# Magneto-optical Fresnel coefficients: polar, longitudinal and transverse Kerr effect

## Premises and conventions

1. Fields vary as $e^{-i\omega t}$, and $k_0=\omega/c$. With $\mathbf H$ in the units of $\mathbf E$ (Gaussian units, or $Z_0\mathbf H$ in SI) and $\mu=1$ at optical frequencies, Maxwell's equations read $\nabla\times\mathbf E=ik_0\mathbf H$ and $\nabla\times\mathbf H=-ik_0\,\hat\varepsilon\,\mathbf E$.
2. The interface is the plane $z=0$. A transparent isotropic medium of real index $n_0$ fills $z>0$, and the magnet fills $z<0$, so $\hat{\mathbf z}$ is its outward normal. The plane of incidence is $yz$. The unit vector $\mathbf m$ along the uniform magnetisation has a polar ($m_z$), a longitudinal ($m_y$) and a transverse ($m_x$) component.
3. The response is local, and the magnet is cubic or isotropic. The Onsager relation $\varepsilon_{ij}(\mathbf m)=\varepsilon_{ji}(-\mathbf m)$ makes the part linear in $\mathbf m$ antisymmetric. An antisymmetric tensor is equivalent to an axial vector, which is tied to the axial vector $\mathbf m$ by a second-rank tensor, and cubic symmetry reduces that tensor to a scalar. Hence

$$\varepsilon_{ij}=\varepsilon\,(\delta_{ij}+iQ\,\epsilon_{ijk}m_k),\qquad \delta\hat\varepsilon\,\mathbf E=iQ\varepsilon\,\mathbf E\times\mathbf m .\tag{1}$$

Here $\varepsilon=\varepsilon_{xx}=n_1^2$ with $\mathrm{Im}\,\varepsilon>0$, and the Voigt parameter is $Q=\varepsilon_{xy}/(i\varepsilon_{xx})$, where $\varepsilon_{xy}$ always means the element for $\mathbf m=\hat{\mathbf z}$.

4. The tangential index $\beta=n_0\sin\theta_0=n_1\sin\theta_1$ is conserved (Snell's law). The normal index in the magnet is $q_1=n_1\cos\theta_1=\sqrt{\varepsilon-\beta^2}$ with $\mathrm{Im}\,q_1>0$. We abbreviate $c_j=\cos\theta_j$, $s_j=\sin\theta_j$; $c_1$ and $s_1$ are complex, and all dot products are bilinear, without complex conjugation.
5. Every wave has $\hat{\mathbf s}=\hat{\mathbf x}$ and $\hat{\mathbf p}=\hat{\mathbf k}\times\hat{\mathbf s}$, so that $(\hat{\mathbf s},\hat{\mathbf p},\hat{\mathbf k})$ is right-handed:

| wave | $\hat{\mathbf k}$ | $\hat{\mathbf p}$ |
|---|---|---|
| incident | $(0,s_0,-c_0)$ | $(0,-c_0,-s_0)$ |
| reflected | $(0,s_0,c_0)$ | $(0,c_0,-s_0)$ |
| transmitted | $(0,s_1,-c_1)$ | $(0,-c_1,-s_1)$ |

In $r_{ab}$ the index $b$ is the incident and $a$ the reflected polarisation. The signs below change with the sign of $Q$, the time factor, the direction of the axes or the choice of $\hat{\mathbf p}$, so compare these four items before borrowing a formula from a paper.

## Step 1: the non-magnetic interface

A plane wave has $\mathbf H=n\,\hat{\mathbf k}\times\mathbf E$, so an s wave carries $\mathbf H=n\hat{\mathbf p}$ and a p wave $\mathbf H=-n\hat{\mathbf s}$ per unit amplitude. Continuity of $E_x$ and $H_y$ gives $1+r_s=t_s$ and $n_0c_0(1-r_s)=n_1c_1t_s$. Continuity of $H_x$ and $E_y$ gives $n_0(1+r_p)=n_1t_p$ and $c_0(1-r_p)=c_1t_p$. With

$$D_s=n_0c_0+n_1c_1,\qquad D_p=n_1c_0+n_0c_1$$

the solutions are

$$r_s=\frac{n_0c_0-n_1c_1}{D_s},\quad r_p=\frac{n_1c_0-n_0c_1}{D_p},\quad t_s=\frac{2n_0c_0}{D_s},\quad t_p=\frac{2n_0c_0}{D_p}.\tag{2}$$

At normal incidence $r_p=-r_s$, because $\hat{\mathbf p}$ reverses on reflection.

## Step 2: an exact reciprocity identity

Let $(\mathbf E,\mathbf H)\propto e^{ik_0\beta y}$ solve the magnetic problem for a unit incident wave of polarisation $b$. Let $(\mathbf E',\mathbf H')\propto e^{-ik_0\beta y}$ solve the non-magnetic problem for a unit wave that comes in along $-\hat{\mathbf k}_r$, backwards along the reflected ray, with polarisation vector $\mathbf e'$ equal to $\hat{\mathbf s}$ or $\hat{\mathbf p}_r$ (label $a$). The rule $\nabla\cdot(\mathbf A\times\mathbf B)=\mathbf B\cdot\nabla\times\mathbf A-\mathbf A\cdot\nabla\times\mathbf B$ and Maxwell's equations give

$$\nabla\cdot(\mathbf E\times\mathbf H'-\mathbf E'\times\mathbf H)=ik_0\left[\mathbf H'\!\cdot\mathbf H+\varepsilon\,\mathbf E\cdot\mathbf E'-\mathbf H\cdot\mathbf H'-\mathbf E'\!\cdot(\varepsilon+\delta\hat\varepsilon)\mathbf E\right]=-ik_0\,\mathbf E'\!\cdot\delta\hat\varepsilon\,\mathbf E .$$

This is Lorentz reciprocity with the non-reciprocal term kept. The $y$ dependence cancels in every product, so the left side is $dW/dz$ with $W=\hat{\mathbf z}\cdot(\mathbf E\times\mathbf H'-\mathbf E'\times\mathbf H)$. Absorption makes $W(-\infty)=0$, and $W$ contains only tangential components, which are continuous at $z=0$. Therefore

$$W(0^+)=-ik_0\int_{-\infty}^0\mathbf E'\!\cdot\delta\hat\varepsilon\,\mathbf E\,dz .\tag{3}$$

Now evaluate $W$ above the surface. There $\mathbf E=\mathbf E^{(0)}+\delta\mathbf E$, where $\mathbf E^{(0)}$ is the non-magnetic solution and $\delta\mathbf E$ an extra reflected wave with vector amplitude $\mathbf e=\delta r_{sb}\hat{\mathbf s}+\delta r_{pb}\hat{\mathbf p}_r$. $W$ is linear in the unprimed fields, and three pieces arise.

- The pair $(\mathbf E^{(0)},\mathbf E')$ gives zero, by (3) with $\delta\hat\varepsilon=0$.
- The pair of $\delta\mathbf E$ and the reflected part of $\mathbf E'$ varies as $e^{2ik_0n_0c_0z}$. Both waves solve Maxwell's equations in $z>0$, where $dW/dz=0$, so the prefactor vanishes.
- For $\delta\mathbf E$ and the incoming part of $\mathbf E'$ one has $\mathbf H=n_0\hat{\mathbf k}_r\times\mathbf e$ and $\mathbf H'=-n_0\hat{\mathbf k}_r\times\mathbf e'$. Both amplitudes are transverse, so $\mathbf e\times(\hat{\mathbf k}_r\times\mathbf e')=\hat{\mathbf k}_r(\mathbf e\cdot\mathbf e')$, and $W=-2n_0c_0\,\mathbf e\cdot\mathbf e'=-2n_0c_0\,\delta r_{ab}$.

Inserting this into (3) gives, still exactly,

$$\delta r_{ab}=\frac{ik_0}{2n_0c_0}\int_{-\infty}^0\mathbf E'_a\cdot\delta\hat\varepsilon\,\mathbf E_b\,dz .\tag{4}$$

## Step 3: first order in $Q$

Since $\delta\hat\varepsilon$ is already of order $Q$, the field $\mathbf E_b$ in (4) is replaced by the non-magnetic transmitted wave $t_b\mathbf u_b e^{ik_0(\beta y-q_1z)}$, with $\mathbf u_s=\hat{\mathbf x}$ and $\mathbf u_p=(0,-c_1,-s_1)$. This is the only approximation.

The auxiliary problem is the ordinary one rotated by $\pi$ about $z$. The rotation takes $\hat{\mathbf k}_i$ to $-\hat{\mathbf k}_r$, $\hat{\mathbf p}_i$ to $\hat{\mathbf p}_r$ and $\mathbf u_p$ to $(0,c_1,-s_1)$. It reverses $\hat{\mathbf s}$ in all waves alike, which a common factor $-1$ undoes. Hence $\mathbf E'_a=t_a\mathbf u'_a e^{ik_0(-\beta y-q_1z)}$ with $\mathbf u'_s=\hat{\mathbf x}$ and $\mathbf u'_p=(0,c_1,-s_1)$.

The depth integral converges because $\mathrm{Im}\,q_1>0$:

$$\int_{-\infty}^0e^{-2ik_0q_1z}dz=\frac{i}{2k_0q_1}.$$

From (1), $\mathbf u'_a\cdot\delta\hat\varepsilon\,\mathbf u_b=iQ\varepsilon\,\mathbf m\cdot(\mathbf u'_a\times\mathbf u_b)$. With $\varepsilon/q_1=n_1/c_1$, equation (4) becomes

$$\delta r_{ab}=-\frac{iQ\,n_1\,t_at_b}{4n_0c_0c_1}\;\mathbf m\cdot(\mathbf u'_a\times\mathbf u_b).\tag{5}$$

The four cross products are

$$\mathbf u'_s\times\mathbf u_s=0,\quad \mathbf u'_s\times\mathbf u_p=(0,s_1,-c_1),\quad \mathbf u'_p\times\mathbf u_s=(0,-s_1,-c_1),\quad \mathbf u'_p\times\mathbf u_p=(-2s_1c_1,0,0).$$

## Result

Putting these and the $t_a$ of (2) into (5):

$$r_{ps}=\frac{iQ\,n_0n_1\cos\theta_0\,(m_z\cos\theta_1+m_y\sin\theta_1)}{\cos\theta_1\,(n_1\cos\theta_0+n_0\cos\theta_1)(n_0\cos\theta_0+n_1\cos\theta_1)},\tag{6}$$

$$r_{sp}=\frac{iQ\,n_0n_1\cos\theta_0\,(m_z\cos\theta_1-m_y\sin\theta_1)}{\cos\theta_1\,(n_1\cos\theta_0+n_0\cos\theta_1)(n_0\cos\theta_0+n_1\cos\theta_1)},\tag{7}$$

$$r_{pp}=r_p+\delta r_{pp},\qquad \delta r_{pp}=\frac{2iQ\,m_x\,n_0n_1\cos\theta_0\sin\theta_1}{(n_1\cos\theta_0+n_0\cos\theta_1)^2},\qquad r_{ss}=r_s .\tag{8}$$

For numerical work remove $n_1$ and the complex angle by $c_1=q_1/n_1$, $s_1=\beta/n_1$, $iQ\varepsilon=\varepsilon_{xy}$ and $\tilde D_p=n_1D_p=\varepsilon c_0+n_0q_1$:

$$r_{ps},\,r_{sp}=\frac{\varepsilon_{xy}\,n_0c_0\,(m_z\pm m_y\,\beta/q_1)}{D_s\tilde D_p},\qquad \delta r_{pp}=\frac{2\varepsilon_{xy}\,m_x\,n_0c_0\,\beta}{\tilde D_p^{\,2}} .\tag{9}$$

The pattern is what symmetry demands. The mirror $x\to-x$ keeps $\hat{\mathbf p}$ and the axial component $m_x$, and reverses $\hat{\mathbf s}$, $m_y$ and $m_z$. So at first order $m_y$ and $m_z$ can only mix s and p, and $m_x$ can only change the diagonal elements. An s wave has $\mathbf E\parallel\hat{\mathbf x}$, so $\mathbf E\times\mathbf m=0$ for transverse $\mathbf m$ and $r_{ss}$ is unchanged. The longitudinal and transverse terms are odd in $\beta$ and vanish at normal incidence, and all terms carry $\cos\theta_0$ and vanish at grazing incidence.

## Kerr rotation, ellipticity and transverse asymmetry

A reflected field with components $(1,\chi)$ in a right-handed transverse basis, with $|\chi|\ll1$, has its major axis turned by $\theta=\mathrm{Re}\,\chi$ and an axis ratio $\eta=\mathrm{Im}\,\chi$. For $\chi=i\eta$ the real field is $(\cos\omega t,\eta\sin\omega t)$, so $\eta>0$ means circulation in the sense of positive $\theta$. We count both as positive in the right-handed sense about $\hat{\mathbf k}_r$, that is from $\hat{\mathbf s}$ to $\hat{\mathbf p}_r$ and from $\hat{\mathbf p}_r$ to $-\hat{\mathbf s}$:

$$\Phi_s=\theta_s+i\eta_s=\frac{r_{ps}}{r_{ss}},\qquad \Phi_p=\theta_p+i\eta_p=-\frac{r_{sp}}{r_{pp}} .\tag{10}$$

At normal incidence with $m_z=1$, (6) and (7) give $r_{ps}=r_{sp}=iQn_0n_1/(n_0+n_1)^2$, and $r_p=-r_s=(n_1-n_0)/(n_1+n_0)$. Thus

$$\frac{r_{sp}}{r_{pp}}=-\frac{r_{ps}}{r_{ss}}=\frac{iQ\,n_0n_1}{n_1^2-n_0^2},\qquad \theta_K+i\eta_K=\Phi_s=\Phi_p=-\frac{iQ\,n_0n_1}{n_1^2-n_0^2}\equiv\chi_1 .\tag{11}$$

Authors who define $\theta+i\eta=r_{sp}/r_{pp}$ count angles in the opposite sense and quote the first expression. For $n_0=1$, and with $\varepsilon_{ij}=\delta_{ij}+4\pi i\sigma_{ij}/\omega$ (Gaussian, $\sigma$ in s$^{-1}$),

$$\theta_K+i\eta_K=\frac{\varepsilon_{xy}}{(1-\varepsilon_{xx})\sqrt{\varepsilon_{xx}}}=-\frac{\sigma_{xy}}{\sigma_{xx}\sqrt{1+4\pi i\sigma_{xx}/\omega}} .\tag{12}$$

The transverse effect is a change of p reflectance on reversing $m_x$. From $R_p=|r_p+\delta r_{pp}|^2$, from (9) and from $r_p=(\varepsilon c_0-n_0q_1)/\tilde D_p$,

$$\delta_K=\frac{R_p(+m_x)-R_p(-m_x)}{R_p}=4\,\mathrm{Re}\,\frac{\delta r_{pp}}{r_p},\qquad \frac{\delta r_{pp}}{r_p}=\frac{2\varepsilon_{xy}\,m_x\,n_0c_0\,\beta}{\varepsilon^2c_0^2-n_0^2q_1^2}.\tag{13}$$

## Two exactly solvable cases

**Polar, normal incidence.** For $\mathbf e_\pm=(1,\pm i,0)$ one has $\mathbf e_\pm\times\hat{\mathbf z}=\pm i\,\mathbf e_\pm$, so (1) gives $n_\pm^2=\varepsilon(1\mp Q)=\varepsilon_{xx}\pm i\varepsilon_{xy}$. Each mode reflects with $r_\pm=(n_0-n_\pm)/(n_0+n_\pm)$ in the fixed $x,y$ basis. Incident light along $\hat{\mathbf x}=(\mathbf e_++\mathbf e_-)/2$ returns with $E_x=(r_++r_-)/2$ and $E_y=i(r_+-r_-)/2$, so

$$\chi=\frac{E_y}{E_x}=\frac{i\,n_0(n_--n_+)}{n_0^2-n_+n_-}.\tag{14}$$

With $n_--n_+=n_1(Q+Q^3/8+\dots)$ and $n_+n_-=\varepsilon(1-Q^2/2+\dots)$,

$$\chi=\chi_1\left[1+\frac{Q^2}{8}+\frac{\varepsilon Q^2}{2(\varepsilon-n_0^2)}+\dots\right],$$

which confirms (11). The exact angles follow from $r_+/r_-=(1-i\chi)/(1+i\chi)=e^{-2i\arctan\chi}$. The azimuth is $\theta=-\tfrac12\arg(r_+/r_-)$ and the axis ratio is $\tan\eta=(|r_+|-|r_-|)/(|r_+|+|r_-|)$. Therefore $\theta+i\psi=\arctan\chi$ with $\tan\eta=\tanh\psi$, and to third order

$$\theta+i\psi=\chi_1\left[1+\frac{Q^2}{8}+\frac{\varepsilon Q^2}{2(\varepsilon-n_0^2)}-\frac{\chi_1^2}{3}\right],\qquad \eta=\psi-\tfrac23\psi^3 .\tag{15}$$

**Transverse, p light.** Take $\mathbf m=\hat{\mathbf x}$ and fields $\propto e^{ik_0(\beta y+qz)}$, and write $\mathbf D=\hat\varepsilon\mathbf E$. Maxwell's equations give $D_z=\beta H_x$, $D_y=-qH_x$ and $H_x=\beta E_z-qE_y$, with $D_y=\varepsilon(E_y+iQE_z)$ and $D_z=\varepsilon(E_z-iQE_y)$. Inverting the last pair, $\varepsilon(1-Q^2)E_y=-(q+iQ\beta)H_x$ and $\varepsilon(1-Q^2)E_z=(\beta-iQq)H_x$. The third equation then gives $q^2=\varepsilon(1-Q^2)-\beta^2\equiv q_T^2$. For the transmitted wave, $q=-q_T$,

$$Z=\frac{E_y}{H_x}=\frac{q_T-iQ\beta}{\varepsilon(1-Q^2)},\qquad r_{pp}=\frac{c_0-n_0Z}{c_0+n_0Z},$$

the second from matching $Z$ to $c_0(1-r_{pp})/[n_0(1+r_{pp})]$. At first order $Z=q_1/\varepsilon-iQ\beta/\varepsilon$, and $dr_{pp}/dZ=-2n_0c_0/(c_0+n_0Z)^2$ reproduces $\delta r_{pp}$ of (9).

## Range of validity

1. **Small $Q$.** The condition $|\varepsilon_{xy}|\ll|\varepsilon_{xx}|$ is threatened where $\varepsilon_{xx}\to0$, at the screened plasma frequency of a weakly damped metal.
2. **Small change of the normal index.** Projecting the wave equation on the plane transverse to $\hat{\mathbf k}_t$ repeats the circular-mode argument with $m_z$ replaced by $\mathbf m\cdot\hat{\mathbf k}_t$, so the squared mode index, and with it $q^2$, shifts by $\pm\varepsilon Q\,\mathbf m\cdot\hat{\mathbf k}_t$. Step 3 needs this shift to be small against $q_1^2$, in practice $|\varepsilon_{xy}|\ll|\varepsilon-\beta^2|$. For $\mathrm{Re}\,\varepsilon=1$ in air $q_1^2=\cos^2\theta_0+i\,\mathrm{Im}\,\varepsilon$, so a weakly absorbing sample violates the condition near grazing incidence.
3. **Small Kerr ratio.** The coefficients (6) to (8) stay finite as $\varepsilon\to n_0^2$; in air at normal incidence $|r_{ps}|\to|\varepsilon_{xy}|/4$. The angles (10) to (12) divide by $r_{ss}$ or $r_{pp}$ and need $|\Phi|\ll1$, which near $\varepsilon=1$ means $|\varepsilon_{xy}|\ll|\varepsilon-1|$. The same caution holds for $\Phi_p$ and $\delta_K$ at a deep pseudo-Brewster minimum of $r_p$.
4. **Second order.** Terms of order $Q^2$, and the quadratic magneto-optical tensor omitted from (1), are even in $\mathbf m$. The half-difference between $+\mathbf m$ and $-\mathbf m$ removes them from the coefficients, leaving relative corrections of order $Q^2$.
5. **Bulk sample.** The integrand of (4) decays over $\lambda/(4\pi\,\mathrm{Im}\,q_1)$. The magnet must be much thicker than this, uniformly magnetised over it, and free of oxide or cap layers.

## Numerical illustration: a model of PtMnSb at its plasma edge

PtMnSb is a cubic half-Heusler ferromagnet with a polar Kerr peak that is typically 1° to 2° in magnitude near 1.7 eV and is usually quoted as negative. At the plasma edge $\mathrm{Re}\,\varepsilon_{xx}$ climbs from large negative values through 0 and 1, and the denominator of (12) becomes small; Feil and Haas (1987) proposed this as a source of Kerr enhancement. At fixed $\mathrm{Im}\,\varepsilon$, the factor $|\sqrt\varepsilon|$ is smallest at $\mathrm{Re}\,\varepsilon=0$ and $|1-\varepsilon|$ at $\mathrm{Re}\,\varepsilon=1$, so the minimum of their product lies between these points. Only the real part approaches 1: interband absorption and Drude damping typically leave an imaginary part of several units.

The assumed inputs at $\hbar\omega=1.7$ eV ($\lambda=729$ nm), in air, are $\varepsilon_{xx}=1+5i$ and $\varepsilon_{xy}=-0.20+0.20i$. The value of $\varepsilon_{xy}$ was chosen so that the polar rotation falls in the typical range. Then

$$n_1=1.746+1.432i,\qquad Q=0.0462-0.0308i,\qquad |Q|=0.055,$$

and the probing depth at normal incidence is 41 nm.

**Normal incidence.** The denominator is $|(1-\varepsilon)\sqrt\varepsilon|=11.3$. Below the edge, at an illustrative $\varepsilon=-10+5i$, it is 40.4, so the edge alone raises $|\chi_1|$ by a factor 3.6 at constant $\varepsilon_{xy}$. Equation (12) gives $\chi_1=-0.02493-0.00247i$ rad. The correction terms in the bracket of (15) sum to a magnitude of 0.002. The table compares (12) with the exact angles from $r_\pm$, and also lowers $\mathrm{Im}\,\varepsilon_{xx}$ at fixed $\varepsilon_{xy}$ to show the approach to $\varepsilon_{xx}=1$. The last two rows are hypothetical low-loss media, not PtMnSb, and passivity ($\mathrm{Im}\,n_\pm^2>0$) requires $\mathrm{Im}\,\varepsilon_{xx}>0.20$. $R=|r_s|^2$ and $|r_{ps}|$ are from (2) and (6).

| $\varepsilon_{xx}$ | $\lvert Q\rvert$ | $\lvert\chi_1\rvert$ | $R$ | $\lvert r_{ps}\rvert$ | $\theta_K$, first order | $\theta_K$, exact | $\eta_K$, first order | $\eta_K$, exact |
|---|---|---|---|---|---|---|---|---|
| $1+5i$ | 0.055 | 0.025 | 0.27 | 0.013 | −1.428° | −1.429° | −0.141° | −0.139° |
| $1+i$ | 0.20 | 0.24 | 0.047 | 0.052 | −12.6° | −12.9° | −5.2° | −4.8° |
| $1+0.3i$ | 0.27 | 0.92 | 0.0054 | 0.068 | −42.4° | −47.0° | −31.6° | −17.4° |

The converted amplitude $|r_{ps}|$ saturates towards $|\varepsilon_{xy}|/4=0.071$. From the second to the third row the angles grow mostly because $r_{ss}$ collapses, and in the third row the linear formula no longer describes the ellipse.

**Oblique incidence, $\theta_0=60°$, $\varepsilon_{xx}=1+5i$.** Here $q_1=1.621+1.542i$, $D_s=2.121+1.542i$, $\tilde D_p=2.121+4.042i$, $\beta/q_1=0.280-0.267i$, $|r_s|^2=0.53$ and $|r_p|^2=0.10$. Condition 2 reads $|\varepsilon_{xy}|/|q_1^2|=0.056$. Equations (9) and (10) give:

| geometry | $\theta_s$ | $\eta_s$ | $\theta_p$ | $\eta_p$ |
|---|---|---|---|---|
| polar, $m_z=1$ | −0.88° | −0.30° | −1.59° | +1.36° |
| longitudinal, $m_y=1$ | −0.33° | +0.15° | +0.08° | −0.81° |

The neglected terms are of relative order $|Q|^2=0.003$ of $|\Phi|$ and can touch the last digit. For $m_x=1$ the denominator in (13) is $-6.25-2.50i$, so $\delta r_{pp}/r_p=0.0143-0.0334i$ and $\delta_K=0.057$.

All these numbers are the model's. Its polar rotation of about −1.43° lies in the range typical of PtMnSb because $\varepsilon_{xy}$ was chosen for that purpose, and the ellipticities, the longitudinal angles and $\delta_K$ depend directly on the assumed phase of $\varepsilon_{xy}$ and on the assumed $\mathrm{Im}\,\varepsilon_{xx}$.